# The intrinsic low-dimensional manifold and its curvature error

A stiff mechanism spends almost all its time near a low-dimensional surface in composition space. Maas and Pope proposed in 1992 to locate that surface algebraically. At each composition one forms the Jacobian $J$ of the rate vector $F$, takes the left eigenvectors of the fast eigenvalues, and keeps the points where they annihilate $F$. That set is the intrinsic low-dimensional manifold, the ILDM. Today I will show that it matches the true slow manifold through first order in the time-scale ratio $\varepsilon$, and that it misses at order $\varepsilon^2$ by an amount proportional to the curvature of the manifold. The result is due to Kaper and Kaper (2002). I will derive it, confirm it on the Davis–Skodje model, and put numbers on it for recombining hydrogen.

## Premises

Take one slow variable $x$ and one fast variable $z$,

$$\frac{dx}{dt}=f(x,z,\varepsilon),\qquad \varepsilon\frac{dz}{dt}=g(x,z,\varepsilon). \tag{1}$$

Subscripts denote partial derivatives and primes denote $d/dx$. Conserved quantities, such as element totals, are already eliminated. I assume three things.

1. $f$ and $g$ are smooth in all arguments, and they and their derivatives are of order one.
2. On a closed interval of $x$, the equation $g(x,z,0)=0$ has a smooth root $z=h_0(x)$, the critical manifold. This is the quasi-steady-state curve.
3. On that curve $g_z\le-\mu<0$ for a fixed $\mu$, so the curve attracts.

Fenichel's theorem (1979), which I use without proof, then gives for small $\varepsilon$ an invariant curve $z=h(x,\varepsilon)=h_0+\varepsilon h_1+\varepsilon^2h_2+\dots$, smooth in $x$ and $\varepsilon$. This is the slow manifold. It is not unique, but all candidates share this expansion.

In the fast time $t/\varepsilon$ the rate vector and Jacobian are

$$F=\begin{pmatrix}\varepsilon f\\ g\end{pmatrix},\qquad J=\begin{pmatrix}\varepsilon f_x&\varepsilon f_z\\ g_x&g_z\end{pmatrix}.$$

Rescaling time multiplies $F$ and $J$ by the same constant and leaves the ILDM unchanged.

## Step 1: what the slow manifold satisfies

A trajectory on $z=h(x)$ has $dz/dt=h'\,dx/dt$, so

$$g(x,h)=\varepsilon h'f(x,h). \tag{2}$$

This holds at every $x$, so I may differentiate it along the curve, which gives $g_x+g_zh'=\varepsilon h''f+\varepsilon h'(f_x+f_zh')$. Define, at any point $(x,z)$, the quadratic

$$R(s)=g_x+g_zs-\varepsilon s\,(f_x+f_zs).$$

The differentiated equation then reads

$$R(h')=\varepsilon h''f\quad\text{on the slow manifold.} \tag{3}$$

## Step 2: what the ILDM satisfies

Write the fast left eigenvector as $\ell=(-\sigma,1)$, with $\ell J=\lambda_f\,\ell$. The two components are

$$g_x-\varepsilon\sigma f_x=-\lambda_f\sigma,\qquad g_z-\varepsilon\sigma f_z=\lambda_f.$$

Eliminating $\lambda_f$ gives

$$R(\sigma)=0. \tag{4}$$

At $\varepsilon=0$ the root is $\sigma=-g_x/g_z$, and it is simple because $g_z\ne0$. The implicit function theorem continues it as a smooth $\sigma(x,z,\varepsilon)$. On this branch $\lambda_f\to g_z$, so it is the fast one. The trace of $J$ gives the slow eigenvalue, $\lambda_s=\varepsilon(f_x+\sigma f_z)$. A left eigenvector annihilates the right eigenvector of the other eigenvalue, so the slow right eigenvector is $(1,\sigma)^T$, and $\sigma$ is its slope.

The ILDM condition $\ell\cdot F=0$ is

$$\Phi(x,z)\equiv g-\varepsilon\sigma f=0. \tag{5}$$

At $\varepsilon=0$ we have $\Phi=g$ and $\Phi_z=g_z\neq0$, so (5) has a unique smooth root $z=\psi(x,\varepsilon)$ near $h_0$.

Now set (2) beside (5). They are the same equation, except that the slope $h'$ of the manifold is replaced by the slope $\sigma$ of the slow eigenvector. Set (3) beside (4). The two slopes solve the same quadratic, except for the source $\varepsilon h''f$.

## Step 3: the slope mismatch

Stay on the slow manifold. Since $R$ is quadratic, its Taylor expansion about $\sigma$ ends at second order. We have $dR/ds=g_z-\varepsilon f_x-2\varepsilon\sigma f_z=\lambda_f-\lambda_s$ at $s=\sigma$. Subtracting (4) from (3) gives the exact relation

$$(\lambda_f-\lambda_s)(h'-\sigma)-\varepsilon f_z(h'-\sigma)^2=\varepsilon h''f. \tag{6}$$

Differentiating $g(x,h_0,0)=0$ gives $h_0'=-g_x/g_z$, so $h'$ and $\sigma$ have the same limit and $h'-\sigma=O(\varepsilon)$. The quadratic term in (6) is then $O(\varepsilon^3)$. With $\lambda_f-\lambda_s=g_z+O(\varepsilon)$,

$$h'-\sigma=\varepsilon h_0''f/g_z+O(\varepsilon^2).$$

## Step 4: the displacement

Evaluate $\Phi$ on the slow manifold and use (2):

$$\Phi(x,h)=\varepsilon(h'-\sigma)f=\varepsilon^2h_0''f^2/g_z+O(\varepsilon^3).$$

The mean value theorem in $z$ gives $0=\Phi(x,\psi)=\Phi(x,h)+\Phi_z(x,\tilde z)(\psi-h)$ for some $\tilde z$ between $h$ and $\psi$. Both lie within $O(\varepsilon)$ of $h_0$, so $\Phi_z=g_z+O(\varepsilon)$, and

$$\boxed{\;\psi-h=-\varepsilon^2\,\frac{f^2}{g_z^2}\,h_0''+O(\varepsilon^3)\;} \tag{7}$$

with $f$ and $g_z$ evaluated at $(x,h_0,0)$. There is no term of order $1$ or $\varepsilon$, so $\psi_0=h_0$ and $\psi_1=h_1$.

In laboratory time $L=\varepsilon|f/g_z|$ is the distance that $x$ moves during one fast relaxation time, and (7) says $\psi-h\simeq-L^2h''$. The ILDM lies on the side of the manifold where its tangent line lies. With the Euclidean metric in $(x,z)$, the curvature is $|h''|/(1+h'^2)^{3/2}$, the speed along the curve is $|\dot x|(1+h'^2)^{1/2}$, and the normal offset is $|\psi-h|/(1+h'^2)^{1/2}$. So the normal offset equals curvature times speed squared, divided by the square of the fast rate.

**Question.** *One factor of $\varepsilon$ I believe. Why is there a second?*

The slope enters (5) already multiplied by $\varepsilon$, and the slope is itself wrong only at order $\varepsilon$. A bare example shows what is dropped. Let $\dot x=v$ be constant and $\varepsilon\dot z=h_0(x)-z$. Equation (2) is $h=h_0-\varepsilon vh'$, and iterating it gives $h=h_0-\varepsilon vh_0'+\varepsilon^2v^2h_0''-\dots$. Equation (4) gives $\sigma=h_0'$, so $\psi=h_0-\varepsilon vh_0'$ exactly. The fast variable lags behind a moving target. A Jacobian at one point knows the slope of the target's path but not its bend.

**Question.** *Could a cleverer normalisation of the eigenvector make the ILDM invariant?*

No. In the plane $\ell\cdot F=0$ forces $F$ to be parallel to the slow right eigenvector, so $JF=\lambda_sF$. But $JF$ is the acceleration of the trajectory. At an ILDM point the acceleration is parallel to the velocity, and the trajectory through that point has zero curvature there. If the ILDM were itself a trajectory, it would have zero curvature everywhere and be a straight line.

## Several slow and fast variables

Let $x$ have $n$ components and $z$ have $m$, and let all eigenvalues of the matrix $g_z$ have negative real parts bounded away from zero. The fast left invariant subspace is spanned by the rows of $(-\Sigma,\;I)$, with $\Sigma$ an $m\times n$ matrix. The condition $(-\Sigma,I)J=\Lambda(-\Sigma,I)$ gives $\Lambda=g_z-\varepsilon\Sigma f_z$ and

$$R(\Sigma)\equiv g_x+g_z\Sigma-\varepsilon\Sigma(f_x+f_z\Sigma)=0 .$$

Invariance reads $g=\varepsilon\,Dh\,f$, and its derivative along a vector $v$ is $R(Dh)v=\varepsilon D^2h(v,f)$. The linearisation of $R$ at $\varepsilon=0$ is $X\mapsto g_zX$, which is invertible. Hence $(Dh-\Sigma)v=\varepsilon g_z^{-1}D^2h_0(v,f)+O(\varepsilon^2)$. Put $v=f$ and repeat Step 4:

$$\psi-h=-\varepsilon^2g_z^{-2}D^2h_0(f,f)+O(\varepsilon^3).$$

Only the bending along the slow flow counts. The subspace form also covers complex or repeated fast eigenvalues.

## The Davis–Skodje model

Davis and Skodje (1999) built a test case with a known answer. For $\gamma>1$,

$$\dot y_1=-y_1,\qquad \dot y_2=-\gamma y_2+\frac{(\gamma-1)y_1+\gamma y_1^2}{(1+y_1)^2}.$$

With $h=y_1/(1+y_1)$ the source term equals $\gamma h-y_1h'$. In the form (1), $\varepsilon=1/\gamma$, $f=-y_1$ and $g=h-y_2-\varepsilon y_1h'$. On $y_2=h$ we find $g=\varepsilon h'f$, so $h$ is the slow manifold exactly.

Here $f_z=0$, so (6) is linear, with $\lambda_f-\lambda_s=-1+\varepsilon$ and $h'-\sigma=\varepsilon y_1h''/(1-\varepsilon)$. Then $\Phi(y_1,h)=-\varepsilon^2y_1^2h''/(1-\varepsilon)$. Since $g_x$ does not depend on $y_2$, neither does $\sigma$, and $\Phi_z=-1$ exactly. With $\varepsilon^2/(1-\varepsilon)=1/[\gamma(\gamma-1)]$ and $h''=-2/(1+y_1)^3$,

$$y_2=\frac{y_1}{1+y_1}+\frac{2y_1^2}{\gamma(\gamma-1)(1+y_1)^3}.$$

The leading term for large $\gamma$ is (7). The offset is largest at $y_1=2$, where it is $8/[27\gamma(\gamma-1)]$, or 0.0033 for $\gamma=10$.

**Question.** *Curvature depends on the coordinates. Is the "intrinsic" manifold intrinsic?*

Not under general changes of variables. It is preserved by affine maps with constant coefficients, for which $J$ undergoes a similarity transformation. Under a nonlinear map $T$ the new Jacobian gains a term built from $D^2T$ and $F$: the new velocity is $DT\,F$ and the new acceleration is $DT\,JF+D^2T(F,F)$. With one slow variable the ILDM is where acceleration is parallel to velocity on the slow branch, so projective maps preserve it too. For $T(y)=y/(1+c\cdot y)$ one has $D^2T(F,F)=-2\,\frac{c\cdot F}{1+c\cdot y}\,DT\,F$, which is parallel to the new velocity. A general nonlinear map does move the ILDM. Take $w=y_2-y_1/(1+y_1)$. Then $\dot w=-\gamma w$ and $\dot y_1=-y_1$, the Jacobian is diagonal, and the ILDM is $w=0$, the exact manifold. The same dynamics has an exact ILDM in one chart and an inexact one in another. An ILDM computed in concentrations and one computed in their logarithms generally differ at order $\varepsilon^2$.

## Hydrogen with a fast vibrational mode

Consider H atoms dilute in H$_2$ at fixed temperature and volume, as downstream of a remote hydrogen plasma used for wafer cleaning. The model has two vibrational levels. The ground level is in large excess at a constant concentration $M$ and is the only third body. Let $x=[\mathrm H]$ and $z=[\mathrm H_2(v{=}1)]$. The steps are

- H + H + M ⇌ H$_2$(1) + M, with event rates $k_rMx^2$ and $k_dMz$,
- H$_2$(1) + M ⇌ H$_2$(0) + M, with de-excitation constant $k_M$,
- H$_2$(1) + H ⇌ H$_2$(0) + H, with de-excitation constant $k_H$.

Detailed balance fixes the reverse steps through $z_e=Me^{-E_1/k_BT}$ and $k_rx_e^2=k_dz_e$, where $E_1$ is the level spacing. Put $a=k_rM$, $b=k_MM$, $d=k_dM$ and $u=z-z_e$. Then

$$\dot x=-2a(x^2-x_e^2)+2du,\qquad \dot u=a(x^2-x_e^2)-du-(b+k_Hx)\,u .$$

Let $x^*=b/k_H$, the atom concentration at which H and H$_2$ relax the vibration equally fast. Define $\varepsilon=2a/k_H$, $\kappa=d/b$, $x=x^*\xi$, $x_e=x^*\xi_e$, $u=\tfrac12\varepsilon x^*\eta$ and $\tau=\varepsilon bt$. Since $2ax^*=\varepsilon b$,

$$\frac{d\xi}{d\tau}=-(\xi^2-\xi_e^2)+\kappa\eta,\qquad \varepsilon\frac{d\eta}{d\tau}=\xi^2-\xi_e^2-A\eta,\qquad A=1+\kappa+\xi .$$

This has the form (1), with $g_z=-A\le-1$. The critical manifold is $h_0=(\xi^2-\xi_e^2)/A$. On it $f=-(\xi^2-\xi_e^2)(1+\xi)/A$, where the factor $(1+\xi)/A$ is the fraction of excited molecules that relax rather than dissociate. Division gives $h_0=\xi-1-\kappa+[(1+\kappa)^2-\xi_e^2]/A$, so $h_0''=2[(1+\kappa)^2-\xi_e^2]/A^3$, and (7) becomes

$$\psi-h=-2\varepsilon^2\,[(1+\kappa)^2-\xi_e^2]\,\frac{(\xi^2-\xi_e^2)^2(1+\xi)^2}{A^7}+O(\varepsilon^3). \tag{8}$$

This holds for net recombination, $\xi>\xi_e$, and for net dissociation, $\xi<\xi_e$, with the same sign. It vanishes quadratically at equilibrium. It changes sign when $\xi_e$ passes $1+\kappa$, where $h_0$ is straight. The curvature comes from the competition between the quadratic source and the atom-dependent relaxation rate.

### Inputs

At $T=300$ K the following are typical or assumed values: $k_r=8\times10^{-33}$ cm$^6$ s$^{-1}$, $k_M=1\times10^{-16}$ cm$^3$ s$^{-1}$, $k_H=3\times10^{-13}$ cm$^3$ s$^{-1}$, $E_1=0.516$ eV, dissociation energy $D_0=4.478$ eV, and $k_d/k_r=K_0e^{-(D_0-E_1)/k_BT}$ with $K_0$ of order $10^{24}$ cm$^{-3}$. I choose $M=1.875\times10^{18}$ cm$^{-3}$, which is 58 torr, so that $\varepsilon=0.1$.

Then $a=1.5\times10^{-14}$ cm$^3$ s$^{-1}$, $b=187.5$ s$^{-1}$, $x^*=6.25\times10^{14}$ cm$^{-3}$, $x^*/M=3.3\times10^{-4}$, $\varepsilon b=18.75$ s$^{-1}$ and $z_e=4.0\times10^{9}$ cm$^{-3}$. One unit of $\eta$ is $3.125\times10^{13}$ cm$^{-3}$. The dissociation exponent is 153, which gives $\log_{10}\kappa\approx-59$ and $\log_{10}\xi_e\approx-31$. Dissociation is frozen out, and I set $\kappa=\xi_e=0$.

### Closed forms

Now $f=-\xi^2$, $g=\xi^2-(1+\xi)\eta$, and

$$h_0=\frac{\xi^2}{1+\xi},\qquad h_0'=\frac{\xi(2+\xi)}{(1+\xi)^2},\qquad h_0''=\frac{2}{(1+\xi)^3}.$$

Equation (4) gives $\sigma=(2\xi-\eta)/(1+\xi-2\varepsilon\xi)$. Equation (5) is then linear in $\eta$, with solution

$$\psi=\frac{\xi^2(1+\xi)}{(1+\xi)^2-\varepsilon\xi(2+\xi)}=\frac{h_0}{1-\varepsilon h_0'} .$$

Equation (2) is $h=h_0(1+\varepsilon h')$, so $h_{n+1}=h_0h_n'$. This gives $h_1=h_0h_0'$ and $h_2=h_0h_0'^2+h_0^2h_0''$, while $\psi_n=h_0h_0'^{\,n}$. The first orders agree, and the next two differ by

$$\psi_2-h_2=-h_0^2h_0''=-\frac{2\xi^4}{(1+\xi)^5},\qquad \psi_3-h_3=-4h_0^2h_0'h_0''-h_0^3h_0'''.$$

The first of these is (8) in this limit. Relative to $h_0$ the leading error is $-2\varepsilon^2\xi^2/(1+\xi)^4$, largest at $\xi=1$, where its size is $\varepsilon^2/8$, or 0.125 %.

We also have an exact curve. With $\gamma=1/\varepsilon$, equation (2) is the linear equation $h'=\gamma[(1+\xi)h/\xi^2-1]$. Its homogeneous solution is $\xi^\gamma e^{-\gamma/\xi}$. For $\gamma>1$ exactly one solution grows only linearly at large $\xi$, namely $h=\gamma\int_\xi^\infty(\xi/s)^\gamma e^{\gamma/s-\gamma/\xi}ds$. The substitution $t=\xi/s$ turns it into

$$h(\xi)=\gamma\xi\int_0^1t^{\gamma-2}\,e^{-\gamma(1-t)/\xi}\,dt .$$

I adopt this as the slow manifold. A trajectory that starts at $\xi_0$ approaches it as $(\xi/\xi_0)^\gamma e^{-\gamma(1/\xi-1/\xi_0)}$. At large $\xi$ both $h$ and $\psi$ tend to $\xi/(1-\varepsilon)$, as they should where the curve straightens.

### Numbers for $\varepsilon=0.1$

The last three columns are $\psi-h$ in units of $10^{-4}$.

| $\xi$ | $h_0$ | $h$ | $\psi$ | exact | order $\varepsilon^2$ | orders $\varepsilon^2+\varepsilon^3$ |
|---|---|---|---|---|---|---|
| 0.5 | 0.16667 | 0.17667 | 0.17647 | −2.01 | −1.65 | −1.96 |
| 1 | 0.50000 | 0.54133 | 0.54054 | −7.91 | −6.25 | −7.66 |
| 2 | 1.33333 | 1.46507 | 1.46341 | −16.56 | −13.17 | −16.10 |

The digits describe the scaled equations and not the gas. At $\xi=1$ the eigenvalues are $-(1+\xi)b=-375$ s$^{-1}$ and $-2\xi\varepsilon b=-37.5$ s$^{-1}$. The curvature term has the right sign and supplies 79 % of the exact offset, and the $\varepsilon^3$ term supplies most of the rest. In concentrations, the model's excess $v=1$ population on the slow manifold is $1.7\times10^{13}$ cm$^{-3}$, and the ILDM lies $2.5\times10^{10}$ cm$^{-3}$ below it, a relative error of −0.146 %.

**Question.** *How does that rank against the quasi-steady state and the plain expansion?*

At $\xi=1$ the quasi-steady value $h_0$ errs by −7.6 %, and $h_0+\varepsilon h_1=0.53750$ errs by −0.71 %. The ILDM does better than the first-order sum here because it contains the part $h_0h_0'^2$ of $h_2$ and a part of every higher order. The second-order sum, 0.54094, errs by −0.073 %. Equation (7) can also be used as a correction. Adding $\varepsilon^2f^2h_0''/g_z^2$ to $\psi$ gives 0.54117, with an error of −0.031 %. The price is a second derivative of the manifold, which is the nonlocal information that the ILDM was meant to avoid.

**Question.** *Does the offset spoil the slow kinetics?*

It shifts the reduced rate by $f_z(\psi-h)$, which here is $\kappa(\psi-h)$. At 300 K that is nil, and only the vibrational population is affected. Where $\kappa$ is of order one, the reduced rate law inherits an $O(\varepsilon^2)$ error.

**Question.** *A tenth of a per cent is far below what your model neglects.*

It is, and the sizes are worth stating. The offset compares two reductions of one model, and the neglected physics moves both curves together. First, real recombination fills high vibrational levels, which cascade down. As typical knowledge and not as a measurement, vibrational exchange with ground-state H$_2$ can make more than one $v=1$ molecule per event, so the model's population is likely too low, by a factor that energy conservation caps at $D_0/E_1=8.7$. With dissociation frozen, a constant yield multiplies $h$ and $\psi$ alike and leaves the relative error unchanged. Second, recombining $x^*$ adiabatically heats the gas by $D_0x^*/(5k_BM)=3.5$ K for an assumed constant-volume heat capacity of $\tfrac52k_B$ per H$_2$ molecule, which makes temperature a further slow variable. Third, walls matter. A typical diffusion coefficient of H in H$_2$ is 2 cm$^2$ s$^{-1}$ at 1 atm, so 26 cm$^2$ s$^{-1}$ here, and the diffusion length over $1/(\varepsilon b)$ is 1.2 cm. In a chamber a few centimetres across with active walls, atom loss there can rival gas-phase loss. If it equals the gas-phase loss and leaves $g$ unchanged, $f$ doubles and the leading error in (7) grows fourfold. Finally, the error scales as $(k_rM/k_H)^2$, so a factor of two in either assumed constant moves it by about a factor of four.

## Range of validity

Equation (7) is asymptotic as $\varepsilon\to0$, uniformly on a closed region where the three premises hold, and it refers to the chosen coordinates up to affine maps and, with one slow variable, projective ones.

It needs a spectral gap. The exact relation (6) divides by $\lambda_f-\lambda_s$, so the useful small quantity is the local ratio $\lambda_s/\lambda_f$. In the hydrogen model that ratio is $2\varepsilon\xi/(1+\xi)$. For $\varepsilon<1/2$, below 291 torr with these inputs, it stays under one for all $\xi$. Above that pressure the eigenvalues cross at $\xi=1/(2\varepsilon-1)$, and beyond the crossing the vibrational mode is no longer the fast one.

It fails near folds of the critical manifold, where $g_z\to0$, and wherever a fast and a slow eigenvalue merge into a complex pair, since the real splitting that defines the ILDM is then lost. It also needs $h_0$ to vary on a scale long compared with $L$, because each further order brings another derivative multiplied by $L$. It describes the branch of (5) near $h_0$ and says nothing about other roots far from it. At an inflection of $h_0$ the error drops to $O(\varepsilon^3)$, and at an equilibrium point, where $F=0$, the ILDM passes through the slow manifold exactly.